**Question: where does the Bohm speed come from? My sheath equation gives no condition on the ions**

I am estimating the ion flux to a floating wafer in an oxygen photoresist-ashing plasma (O$_2^+$, $T_e = 3$ eV). Everyone says the ions enter the sheath at $\sqrt{kT_e/M}$ or faster. I integrated Poisson's equation once and expanded near the sheath edge. The ion and electron terms cancelled and the ion speed dropped out. Can I just use the ion thermal speed? And what changes if the ions are warm?

---

**Answer**

No. The cancellation is real, but it only restates that the sheath edge is neutral. The condition sits one order higher.

## Model and conventions

The geometry is planar and steady, with $x$ pointing to the wall. At the sheath edge $\Phi=0$, $n_i=n_e=n_s$ and the ion fluid speed is $u_s$. There is one singly charged positive species of mass $M$, cold and collisionless, with no ionization in the sheath. Electrons follow the Boltzmann relation. Temperatures are quoted as $kT$ in eV. Define

$$\eta=-\frac{e\Phi}{kT_e},\quad \xi=\frac{x}{\lambda_D},\quad \lambda_D^2=\frac{\epsilon_0kT_e}{e^2n_s},\quad u_B=\sqrt{\frac{kT_e}{M}},\quad \mathcal M=\frac{u_s}{u_B}.$$

A negative wall has $\eta>0$. Flux conservation $n_iu=n_su_s$ and energy conservation $\tfrac12Mu^2+e\Phi=\tfrac12Mu_s^2$ give the ion density. With densities in units of $n_s$,

$$n_i=\left(1+\frac{2\eta}{\mathcal M^2}\right)^{-1/2},\qquad n_e=e^{-\eta}.$$

Poisson's equation $\epsilon_0\,d^2\Phi/dx^2=e(n_e-n_i)$ becomes $\eta''=n_i-n_e$, primes meaning $d/d\xi$. Multiply by $\eta'$ and integrate from the edge, where $\eta'=E_0$:

$$\tfrac12\eta'^2=\tfrac12E_0^2+S(\eta),\qquad S(\eta)=\mathcal M^2\left[\sqrt{1+\frac{2\eta}{\mathcal M^2}}-1\right]+e^{-\eta}-1 .$$

Up to here everything is exact within the model.

Inputs are $M=32.00$ u and $T_e=3$ eV, together with assumed values typical of a low-pressure inductive strip: $T_i=T_{gas}=0.05$ eV (580 K), $n_s=10^{10}$ cm$^{-3}$, $p=10$ mTorr, and an approximate O$_2^+$–O$_2$ collision cross-section of $5\times10^{-15}$ cm$^2$. They give $\lambda_D=129$ µm, a gas density $p/kT_{gas}=1.66\times10^{14}$ cm$^{-3}$, an ion mean free path $\lambda_i=1.2$ cm and $\lambda_D/\lambda_i=0.011$. The quasi-neutral plasma varies on the scale $\lambda_i$ or longer, so it offers a field of order $kT_e/e\lambda_i=2.5$ V/cm, that is $E_0\sim\lambda_D/\lambda_i$. The sheath problem is the limit $E_0\to0$.

## The wrong attempt (its result is false)

**W1.** Near the edge $\eta\ll1$, so expand each term of $S$ to first order: $\mathcal M^2[\,\cdots]\approx\eta$ and $e^{-\eta}-1\approx-\eta$.

**W2.** Add them: $S\approx\eta-\eta=0$, so $\eta'^2=E_0^2$.

**W3.** This is non-negative for any $\mathcal M$. The potential runs monotonically as $\eta=E_0\xi$, and no condition on $u_s$ exists.

**W4.** Nothing then requires acceleration, so take the thermal scale $u_s=\sqrt{kT_i/M}=388$ m/s, which is $\mathcal M^2=T_i/T_e=1/60$, $\mathcal M=0.129$.

**W5.** The ion flux is $n_su_s=3.88\times10^{14}$ cm$^{-2}$s$^{-1}$, or $0.0622$ mA/cm$^2$. A floating wall balances it against the electron flux $n_s\sqrt{kT_e/2\pi m_e}\,e^{-\eta_w}$, so

$$\eta_w=\tfrac12\ln\frac{M}{2\pi m_e}-\ln\mathcal M=4.568+2.047=6.615,$$

a sheath drop of 19.8 V.

**Wrong answer:** any entry speed is allowed, $J_i=0.0622$ mA/cm$^2$, drop 19.8 V.

## The symptom

The solution $\eta=E_0\xi$ has $\eta''=0$, and Poisson's equation then says $n_i=n_e$ everywhere. The attempt has produced a space-charge sheath without space charge. Its thickness is $\eta_w\lambda_D/E_0\approx\eta_w\lambda_i\approx8$ cm, several mean free paths in a model that assumed no collisions, and it diverges as $E_0\to0$.

The direct test is to put numbers in the unexpanded expressions.

| $\eta$ | $n_e$ | $n_i$, $\mathcal M^2=1/60$ | $S$, $\mathcal M^2=1/60$ | $n_i$, $\mathcal M=1$ | $S$, $\mathcal M=1$ |
|---|---|---|---|---|---|
| 0.1 | 0.905 | 0.277 | $-0.0517$ | 0.913 | $2.83\times10^{-4}$ |
| 1 | 0.368 | 0.091 | $-0.465$ | 0.577 | 0.0999 |
| 2.933 | 0.053 | 0.053 | $-0.650$ | 0.382 | 0.674 |

For the slow ions $S$ is negative, and it is still $-0.545$ at the supposed wall value $\eta_w=6.615$. With $E_0\to0$ this makes $\eta'^2<0$, an imaginary electric field. The space charge also has the wrong sign: $n_i<n_e$ until $1+120\eta=e^{2\eta}$, which happens at $\eta=2.933$, or 8.80 V below the edge. That point is the minimum of $S$. Passing it needs $E_0\ge\sqrt{2\times0.650}=1.14$. One unit of $E_0$ is $kT_e/e\lambda_D=233$ V/cm, so the edge field would have to be 266 V/cm, against the 2.5 V/cm on offer. Such a field already has sheath strength, so a point that has it is not the edge of a quasi-neutral plasma.

## The faulty line

W1 is correct as algebra. The fault is W2, which treats the vanishing sum as the value of $S$. Since $dS/d\eta=n_i-n_e$, the first-order coefficient of $S$ is $n_i(0)-n_e(0)=1-1$. It vanishes by the definition of the edge, for any ion model and any speed. Integration raises the order by one: the terms linear in $\eta$ in the densities, which say how each species responds to the potential, appear as the quadratic terms of $S$. When the leading order cancels identically, the sign is set by the first order that survives.

## The mended calculation

Use $\sqrt{1+y}=1+\tfrac y2-\tfrac{y^2}8+\tfrac{y^3}{16}-\dots$ with $y=2\eta/\mathcal M^2$:

$$\mathcal M^2\left[\sqrt{1+y}-1\right]=\eta-\frac{\eta^2}{2\mathcal M^2}+\frac{\eta^3}{2\mathcal M^4}-\dots,\qquad e^{-\eta}-1=-\eta+\frac{\eta^2}{2}-\frac{\eta^3}{6}+\dots$$

$$S(\eta)=\frac12\left(1-\frac1{\mathcal M^2}\right)\eta^2+\left(\frac1{2\mathcal M^4}-\frac16\right)\eta^3+O(\eta^4).$$

For $E_0\to0$ a real field needs $S\ge0$ just above $\eta=0$. This requires $1-1/\mathcal M^2\ge0$:

$$\boxed{u_s\ \ge\ u_B=\sqrt{kT_e/M}}$$

which is Bohm's criterion of 1949. The linearized Poisson equation $\eta''=(1-\mathcal M^{-2})\eta$ shows the three cases.

- **$\mathcal M>1$.** $\eta\propto e^{\kappa\xi}$ with $\kappa=\sqrt{1-\mathcal M^{-2}}$. The potential grows toward the wall and dies away into the plasma.
- **$\mathcal M=1$.** The quadratic term vanishes and the same care is needed again. The cubic coefficient is $\tfrac12-\tfrac16=\tfrac13>0$, so equality is allowed. From $\tfrac12\eta'^2=\tfrac13\eta^3$ one gets $\eta=6/(\xi_0-\xi)^2$, an algebraic tail on the plasma side, valid while $\eta\ll1$. The full $S$ puts about 10 Debye lengths between $\eta=0.1$ and the floating wall.
- **$\mathcal M<1$.** $\eta$ oscillates with wavenumber $k=\sqrt{\mathcal M^{-2}-1}$. For $\mathcal M^2=1/60$, $k=7.68$ and the wavelength is $2\pi\lambda_D/k=105$ µm. With $E_0=\lambda_D/\lambda_i$ the linear amplitude is $E_0/k=0.0014$, about 4 mV. The potential turns round after millivolts and never gets near a wall many volts down.

The condition is also sufficient. Because $\ln(1+y)<y$ for $y>0$, $\ln n_i>-\eta/\mathcal M^2\ge-\eta=\ln n_e$ whenever $\mathcal M\ge1$. So $n_i>n_e$ for all $\eta>0$, $S$ increases, and the potential is monotonic with positive space charge throughout.

Physically, ions thin out because they speed up, at the rate $dn_i/d\eta=-1/\mathcal M^2$, while electrons thin out at $dn_e/d\eta=-1$. Slow ions gain a large relative speed from a small drop and thin out faster than the electrons. The net charge is then negative and bends the potential back. The scale is $T_e$ and not $T_i$ because the ions are competing with the electron response.

**Why one uses the equality.** Take the simplest quasi-neutral presheath: planar, ion friction rate $\nu$, no source. Then $n\propto e^{-\eta}$ and $nu=$ const give $d\eta/dx=u^{-1}du/dx$, and the momentum equation $u\,du/dx=u_B^2\,d\eta/dx-\nu u$ becomes

$$\frac{du}{dx}=\frac{\nu u^2}{u_B^2-u^2}.$$

Subsonic ions are accelerated, and the gradient diverges at $u=u_B$, where quasi-neutrality ends. This presheath delivers $u\le u_B$, the sheath demands $u_s\ge u_B$, and the two meet at $u_s=u_B$. An ion starting from rest needs a drop of at least $kT_e/2e=1.5$ V to get there, so $n_s\le e^{-1/2}n_0=0.61\,n_0$, with $n_0$ the density at its starting point and equality for free fall.

**Warm ions.** Let $p_i=n_ikT_i\propto n_i^{\,g}$, so $dp_i=g\,kT_i\,dn_i$ with the local $T_i$. The momentum equation is $Mn_iu\,du=-en_i\,d\Phi-g\,kT_i\,dn_i$. Flux conservation gives $du/u=-dn_i/n_i$, and $-e\,d\Phi=kT_e\,d\eta$. At the edge

$$\frac{dn_i}{d\eta}=-\frac{kT_e}{Mu_s^2-g\,kT_i}.$$

The quadratic coefficient of $S$ is $\tfrac12\,d(n_i-n_e)/d\eta$, and it must not be negative:

$$1-\frac{kT_e}{Mu_s^2-g\,kT_i}\ge0 .$$

For $Mu_s^2>g\,kT_i$ this gives

$$\boxed{u_s\ \ge\ \sqrt{\frac{kT_e+g\,kT_i}{M}}}$$

The inequality is formally also met for $Mu^2<g\,kT_i$. On that branch $n_i$ rises toward the wall, $u$ falls, and for $g\ge1$ the flow drops ever further below the ion pressure-wave speed $\sqrt{g\,kT_i/M}$. One characteristic then runs from the wall into the plasma, which needs ions coming back from the surface. A wall that neutralizes every ion supplies none, so the branch is discarded. The thermal speed of W4 lies at the end of this branch for $g=1$ and inside it for $g>1$, so ion pressure does not rescue the attempt.

The index $g$ is a closure: 1 for isothermal flow, $5/3$ for isotropic adiabatic flow, 3 for one-dimensional adiabatic flow. Fluid theory does not select it, and $T_i$ is the value at the edge. With $T_i=0.05$ eV the bound is 3.03, 3.05 and 3.08 km/s, which is 0.8 %, 1.4 % and 2.5 % above the cold value.

## Size of the error for O$_2^+$ at 3 eV

$$u_B=\sqrt{\frac{3\ \text{eV}}{32.00\ \text{u}}}=3.01\ \text{km/s}.$$

All entries below are the model's numbers at the assumed $n_s$ and $T_i$.

| quantity | wrong | mended ($u_s=u_B$) | error |
|---|---|---|---|
| entry speed (km/s) | 0.388 | 3.01 | low by a factor 7.75 |
| ion flux (cm$^{-2}$s$^{-1}$) | $3.88\times10^{14}$ | $3.01\times10^{15}$ | $-87$ % |
| current density (mA/cm$^2$) | 0.0622 | 0.482 | $-87$ % |
| floating sheath drop (V) | 19.8 | 13.7 | $+6.1$ V, $+45$ % |
| ion energy at the wall (eV) | 19.9 | 15.2 | $+4.7$ eV |

The ion energy is the sheath drop plus $\tfrac12Mu_s^2$. The factor is $\sqrt{T_e/T_i}=\sqrt{60}$, so it depends on the speed that was put in by hand in W4. The slip itself removes the bound and fixes no number. If the comparison is made at equal bulk density, with $n_s=n_0$ in the attempt and $n_s=0.61\,n_0$ in the mended version, the flux factor is 4.7. Run backwards, the attempt would turn an ion saturation current into an edge density 7.75 times too high. The drop is the DC floating value, without RF bias. At the mended $\eta_w=4.568$ the wall takes only $e^{-\eta_w}=0.010$ of the one-way electron flux at the edge, so the Boltzmann relation is safe near the edge, where the criterion is decided.

## What an oxygen asher adds

**Negative ions.** Suppose O$^-$ follows a Boltzmann relation at temperature $T_-$, with $\gamma=T_e/T_-$ and $\alpha_s=n_-/n_e$ at the edge. The negative charge, in units of the positive-ion edge density, is $(e^{-\eta}+\alpha_se^{-\gamma\eta})/(1+\alpha_s)$. The same second-order condition gives, for cold positive ions,

$$\mathcal M^2\ge\frac{1+\alpha_s}{1+\gamma\alpha_s}.$$

With an assumed $T_-=0.05$ eV, $\gamma=60$, and $\alpha_s=0.01$ already lowers the bound to $0.79\,u_B$. For $\alpha_s\gg1$ it tends to $\sqrt{kT_-/M}$, the thermal scale, where ion pressure matters as much. A presheath drop of $kT_e/2e$, on the other hand, reduces the ratio from its bulk value $\alpha_0$ to $\alpha_0e^{-(\gamma-1)/2}=1.5\times10^{-13}\alpha_0$. An electropositive edge is therefore self-consistent, and it is the typical case for $\alpha_0$ of order one or less. In a strongly electronegative discharge the flow can meet the reduced bound first, and the table does not apply.

**Collisions.** At 10 mTorr the scales are separated by $\lambda_D/\lambda_i=0.011$. Barrel and downstream ashers typically run near 1 Torr, where the same inputs give $\lambda_i=120$ µm and $\lambda_D/\lambda_i=1.1$. Sheath and presheath then overlap and no sharp edge exists. A commonly used interpolation, quoted here without derivation, is $u_s\approx u_B\,(1+\pi\lambda_D/2\lambda_i)^{-1/2}$. It gives $0.99\,u_B$ at 10 mTorr and about $0.6\,u_B$ at 1 Torr. For a Torr-range asher the collisionless model thus overestimates the entry speed by roughly a factor 1.6, as a typical estimate and not a measurement, while the thermal speed of the wrong attempt is still nearly five times too low.